**Question**

In cubic Sn₃Se the Se atoms of all cells are shifted together along a cube axis, while the Sn atoms and the cell stay fixed. A density-functional calculation with the PBEsol functional gives a pressure of 0.10 GPa for the undisturbed crystal. At a displacement of −0.225 Å it gives a force of 0.248 eV/Å and a pressure of 0.54 GPa. Estimate by hand the energy change, force and pressure at 0.3375 Å and at −0.45 Å, and say whether the energy or the force estimate will fail first.

**Model answer**

Se sits at a centre of inversion, so shifts of $+x$ and $-x$ must cost the same energy and give the same pressure. Odd powers of the displacement $x$ therefore drop out of both, and the lowest terms that remain are

$$\Delta E=\tfrac12 kx^2,\qquad F=-kx,\qquad P=P_0+cx^2 .$$

Here $\Delta E$ is the energy change per cell, $F$ the force along the direction of the shift, $P$ the pressure and $P_0$ its value at $x=0$. The force is the negative slope of the energy, so one constant $k$ serves both.

The given row fixes the two constants. The force yields $k=0.248/0.225\approx1.1$ eV/Å². The pressure rise yields $c=(0.54-0.10)/0.225^2\approx8.7$ GPa/Å², rounded to 9 for mental use.

At 0.3375 Å, $x^2$ is 0.114 Å². The energy change is then $0.55\times0.114\approx0.063$ eV, the force $-1.1\times0.3375\approx-0.37$ eV/Å, and the pressure $0.10+9\times0.114\approx1.1$ GPa.

At −0.45 Å, $x^2$ is 0.20 Å². The same steps give 0.11 eV, +0.50 eV/Å and 1.9 GPa. The force should fail before the energy, because any higher term in the energy shows up more strongly in its slope. This argument does not rank the pressure, whose higher terms also depend on how the energy curve changes with volume.

In Sn₃Se (D0₃ type, 4 atoms a cell; undisturbed Fm-3m, a = 7.316 Å), Se is shifted along [100] with Sn and the cell fixed. Ansatz 0.2.0 was used with scalar-relativistic PBEsol, PBE PAW datasets, no spin polarisation, a 420 eV plane-wave cutoff, a 12×12×12 k mesh and 0.15 eV Gaussian smearing. Energies are free energies relative to x = 0; pressure is positive in compression.

| displacement (Å) | energy change (eV a cell) | force along direction (eV/Å summed over the moved atoms) | pressure (GPa) |
| --- | --- | --- | --- |
| -0.4500 | 0.116 | 0.550 | 1.92 |
| -0.2250 | 0.028 | 0.248 | 0.54 |
| 0 | 0.000 | 0.000 | 0.10 |
| 0.0563 | 0.002 | -0.061 | 0.12 |
| 0.1125 | 0.007 | -0.122 | 0.20 |
| 0.1688 | 0.015 | -0.185 | 0.34 |
| 0.2813 | 0.043 | -0.316 | 0.80 |
| 0.3375 | 0.063 | -0.388 | 1.11 |
| 0.3938 | 0.087 | -0.466 | 1.49 |

**Remarks on the reasoning**

Neither worked row was used to set the constants. At 0.3375 Å the energy and pressure agree with the calculation to the digits given, and the force is about 4 % too weak. The energy profits from where $k$ was read: if the next term is quartic, a $k$ taken from the force at 0.225 Å gives the exact energy at $\sqrt2$ times that shift, about 0.32 Å. At −0.45 Å the energy is 4 % too low and the force 10 % too weak, while the pressure still agrees. Rounding $c$ up to 9 helps the pressure at this end of the range.

Over the whole table the energy rule stays within 5 meV a cell and the pressure rule within 0.02 GPa. A percentage is of little use for the energy at the smallest displacement, where the value itself is only about 2 meV. The force rule is good to about 5 % up to 0.34 Å, and beyond that it falls behind steadily.

The order of failure follows from the next term that symmetry allows, $\tfrac14 qx^4$ in the energy. It adds $qx^3$ to the size of the force. Relative to the leading terms, this is a correction of $qx^2/k$ to the force but only half as much to the energy. As a check, a force law with a linear and a cubic term was fitted to all rows; its integral returns the energies to about half a meV, as the analysis below shows. Force and energy are tied together in the calculation, so this shows only that two terms suffice to this accuracy over this range, not that higher ones are absent.

The pressure needs a reason of its own, since the cell keeps its volume. Pressure measures how the energy responds to compression, so it rises with displacement if the well stiffens enough when the crystal is squeezed. With $V$ the cell volume, and allowing for the displacement shrinking along with the cell, one finds

$$P-P_0=\frac{\Delta E}{V}\left(g-\tfrac23\right),\qquad g=-\frac{d\ln k}{d\ln V}.$$

The computed pressures imply $g\approx10$: one per cent less volume makes the well about ten per cent stiffer. This is a deduction from a single volume, and a second scan in a slightly smaller cell would test it directly.

A candidate might try to guess $k$ from the shortest Sn–Se contact, which the shift compresses. The calculated forces warn against it. At −0.45 Å the Sn atom that began 3.66 Å from Se feels a force of −0.56 eV/Å, whereas each of the nearer Sn atoms, at 3.17 Å before the shift, feels less than 0.01 eV/Å, and no more than about 0.02 eV/Å in any row. These are sums over whole sublattices, in which the resistance of bonds to stretching can be offset by their response to sideways motion and by more distant atoms, so $k$ is better read from one calculated force than from one bond.

The same method carries over to another atom or direction once its symmetry has been checked. The nearer Sn atoms sit at tetrahedral sites without inversion. If one of their two sublattices were moved alone along a body diagonal, a cubic term would be allowed in the energy; the two senses of the shift could then differ, and one row would no longer fix the curve. If both sublattices moved together, the cubic term would cancel, because inversion through Se exchanges them.

The rule was tested for this crystal and direction up to 0.45 Å, at the PBEsol level with PAW datasets made for PBE. Because the Se site has cubic symmetry, small shifts of Se in any other direction must share the same $k$ and $c$; only the higher terms can depend on direction. The shift lowers the symmetry of the crystal from cubic to tetragonal. Because all Se atoms move together, $k$ is not the stiffness felt by one atom moving alone. A well along this one line also leaves open whether the crystal is stable against other motions.

Output of the analysis:

```
Force per displacement at -0.225 (eV/A^2): 1.102
Force per displacement at -0.45 (eV/A^2): 1.222
Pressure rise per squared displacement at -0.225 (GPa/A^2): 8.691
Rule of thumb and its misses:
     row  energy eV  energy miss %  force eV/A  force miss %  pressure GPa  pressure miss GPa
   -0.45     0.1114         -3.987       0.495           -10         1.923             0.0025
  -0.225    0.02784         -0.558      0.2475       -0.2016        0.5556            0.01562
     0.0          0              0           0             0           0.1                  0
  0.0563   0.001743         -12.83    -0.06193         1.525        0.1285           0.008527
  0.1125   0.006961         -0.558     -0.1238         1.434        0.2139            0.01391
  0.1688    0.01567          4.476     -0.1857        0.3676        0.3564            0.01644
  0.2813    0.04352          1.212     -0.3094        -2.079        0.8122            0.01217
  0.3375    0.06265         -0.558     -0.3713        -4.317         1.125            0.01516
  0.3938    0.08529         -1.962     -0.4332        -7.043         1.496           0.005706
Largest energy miss of the rule (meV a cell): 4.625
Largest pressure miss of the rule (GPa): 0.01644
Displacement where a quartic term would make the energy rule exact (A): 0.3182
fit of force_along_direction on 9 rows: coefficient of displacement -1.065 +/- 0.003, coefficient of displacement**3 -0.7662 +/- 0.021; rms 0.000854, worst 0.1688 0.00149, leave-one-out rms 0.00134
Largest energy miss after integrating the fitted force (meV a cell): 0.5428
Per cent stiffening of the well for 1 % less volume: 10.31
Force on the Sn atom of the sublattice at 3.66 A in row -0.45 (eV/A): -0.5615
Force on each Sn atom of the nearest sublattices in row -0.45 (eV/A): 0.0056
```
